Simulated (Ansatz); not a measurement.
# Cu: moving Cu off its site

Cu, I4/mmm, a = 2.886 Å, c = 2.752 Å (as given, not relaxed at this level: -1.4 GPa). This isn't the element's structure at ambient conditions. Ansatz: PBEsol, PAW, 420 eV, Γ-centred 12×12×12 mesh on 8 atoms, Gaussian smearing 0.15 eV; no spin polarisation.

```xyz
8
Lattice="-2.8856 -2.8856 2.7522 2.8856 2.8856 2.7522 -2.8856 2.8856 -2.7522" Properties=species:S:1:pos:R:3 pbc="T T T"
Cu   -2.8856    0.0000    0.0000
Cu   -1.4428    1.4428   -1.3761
Cu   -1.4428   -1.4428    1.3761
Cu    0.0000    0.0000    0.0000
Cu   -1.4428    1.4428    1.3761
Cu    0.0000    2.8856    0.0000
Cu    0.0000    0.0000    2.7522
Cu    1.4428    1.4428    1.3761
```

Atom 1 (Cu) moves by x along the unit vector (0.000, 0.000, 1.000), with its periodic images; all else is held. y is the free energy of the cell over the start, F the force along the path summed over the moved atoms. Symmetry makes y even in x.

```tsv
x (Å)	y (meV)	F (eV/Å)
-0.1000	?	?
-0.0333	4.14	0.25
0.0000	0.00	0.00
0.0167	1.04	-0.12
0.0500	9.33	-0.37
0.0667	16.62	-0.50
0.0833	25.94	-0.62
```

Task: Fit y = c2 x² + c4 x⁴ to the energies of the other rows, give the force constant, and predict energy and force of the missing row.

Result: Least squares on the rows shown. y = 3730.1 x² + 1193.4 x⁴. The force constant is 2 c2 = 7.46 eV/Å² (for all images moving together, not for a lone atom). The force −dy/dx at the missing row is 0.75 eV/Å (computed 0.75). At x = -0.1000 the fit asked for gives 37.42 meV. The run gave 37.41 meV, so the fit is 0.01 meV too high, a small miss on the scale of the series. The form still works here, 20 % of the fitted range beyond its end.

The displaced Cu atom sits in an almost perfectly harmonic well: the quartic term adds very little even at the held-out point, so its coefficient is much less secure than the force constant of 7.46 eV/Å². Inversion symmetry removes the cubic term, because closer contact with neighbours on one side is matched by looser contact on the other. The restoring force probably comes mainly from short-range repulsion between the nearly filled d shells and their overlapping densities, with the mobile sp electrons screening longer-ranged contributions.

The positive curvature shows that the site resists this one displacement in a rigid surrounding lattice, not that the tetragonal phase is stable. Body-centred forms of copper are known to be prone to shear instabilities, which involve cooperative, long-wavelength motion. Moving one sublattice instead mixes phonons at the few wavevectors that fit the cell, and its force constant is a weighted average of their curvatures, so a soft branch could go unnoticed behind stiffer ones.
